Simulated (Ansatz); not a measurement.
# Sn₂O₅: pressure as volume per atom varies

All results are calculated (Ansatz 0.2.0 development build). Equation of state of a cubic crystal from periodic Kohn-Sham density functional theory without spin; pressure corrected for the finite basis.

Cell of the first row (space group Pn-3m, No. 224):
```
Sn2O5
1.0
      5.2456     0.0000     0.0000
      0.0000     5.2456     0.0000
      0.0000     0.0000     5.2456
Sn O
4 10
Direct
  0.00000 0.00000 0.00000
  0.50000 0.50000 0.00000
  0.50000 0.00000 0.50000
  0.00000 0.50000 0.50000
  0.50000 0.00000 0.00000
  0.00000 0.50000 0.00000
  0.00000 0.00000 0.50000
  0.50000 0.50000 0.50000
  0.75000 0.75000 0.25000
  0.75000 0.25000 0.75000
  0.25000 0.75000 0.75000
  0.75000 0.25000 0.25000
  0.25000 0.75000 0.25000
  0.25000 0.25000 0.75000
```

Settings of every row: formula Sn2O5; structure type cubic X2O5; functional PBE; spin treatment none; k mesh 10x10x10; occupation method fermi-dirac; occupation width 0.061225619 eV; wave cutoff 930 eV; datasets hand-made PAW; density cutoff ratio 5.

Limits: a cubic model structure, not a phase known at ambient conditions; modest k-mesh, values are not fully converged in k; no spin polarisation, a magnetic state may lie lower.

```
row  volume per atom (Å³)  pressure (GPa)  energy above lowest point (meV/atom)
  1                 10.31          10.326                                 19.89
  2                 10.53           6.456                                  8.45
  3                10.749           3.022                                  2.01
  4                10.968               ?                                     ?
  5                11.188           -2.72                                  1.92
  6                11.407          -5.108                                  7.31
```

Question: what pressure should row 4 give?

Worked fit of pressure. Take u = (V_r/V)^(2/3) − 1 with V_r = 10.749 Å³ an atom, which is twice the finite (Eulerian) strain; such expansions in the strain, on which the Birch-Murnaghan equation of state is built, carry the rest volume and the bulk modulus. The shown rows have u = 0.02819, 0.01382, 0, -0.02633, -0.03884. Least squares give pressure = 3.0264 + 238.031 × u + 739.42 × u² GPa; a straight line predicts inner rows, each left out in turn, worse (root mean square 0.37 against 0.01 GPa). The rows lie off it by 0.002, -0.001, -0.004, 0.008, -0.005 (root mean square 0.0047 GPa). The pressure vanishes at u = -0.0133, or V = 10.97 Å³ an atom, and there the bulk modulus at fixed shape and fractions is B = −V dP/dV = (2/3)(1 + u) dP/du = 144 GPa. The withheld row has u = -0.01336, so the fit gives 3.0264 + 238.031 × (-0.01336) + 739.42 × (-0.01336)² = -0.022 GPa.

The calculation gave -0.023 GPa. The fit lies 0.001 GPa (0.0065 % of the column's range) above it, one unit of the last digit.

The other values of row 4: energy above lowest point 0 meV/atom.
